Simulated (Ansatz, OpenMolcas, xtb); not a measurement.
# A ladder of methods for BSiH5 (boranylsilane)

The species is BSiH5 (7 atoms), meant as a singlet with charge 0. SMILES: `B[SiH3]`. Geometry: relaxed at PBE0-D4/def2-TZVP.

Each level gives the vertical energy of the triplet above the singlet (eV). The values are calculated.

```
           level                kind     program  value (eV)  CPU time (all runs)
        GFN0-xTB      semi-empirical         xtb        2.54            under 2 s
    HF/def2-TZVP        Hartree–Fock  OpenMolcas        3.25                 24 s
 SVWN5/def2-TZVP                 LDA  OpenMolcas        3.25                 58 s
  BLYP/def2-TZVP                 GGA  OpenMolcas        3.35                 97 s
  TPSS/def2-TZVP            meta-GGA  OpenMolcas        3.25              2.3 min
M06-2X/def2-TZVP     hybrid meta-GGA  OpenMolcas        3.51              2.4 min
      FCI/STO-3G  exact in the basis      Ansatz        4.95                 26 s
```

The values span 2.54 to 4.95 eV. The xTB rows lack spin polarisation, so open shells miss the exchange term that lowers them. High-level rows in very small sets aren't better than simpler rows in larger ones. Times are those of the runs behind each value, whatever else they computed, on shared processors of several kinds: orders of magnitude only.

Every level places the triplet above the closed-shell singlet at this geometry, and the five def2-TZVP values agree fairly closely, from 3.25 to 3.51 eV. The tricoordinate boron explains why the excitation is modest for a saturated-looking molecule: its formally empty 2p orbital is a low-lying acceptor, while the Si–B σ bond between two electropositive atoms is a high-lying donor. The triplet therefore probably has σ(Si–B) → 2p(B) character, which would weaken the Si–B link.

The identical Hartree–Fock, LDA and TPSS values probably reflect compensating errors, since Hartree–Fock omits the correlation that usually favours the paired singlet. The FCI value of 4.95 eV is most likely too high because a minimal basis cannot let the orbitals adapt to the promoted electron. The low GFN0-xTB result can't be blamed on missing exchange, which would raise the triplet, and points instead to its approximate orbital energies. Relaxing the triplet would lower its energy, so these gaps are upper estimates of the adiabatic separation at each level.
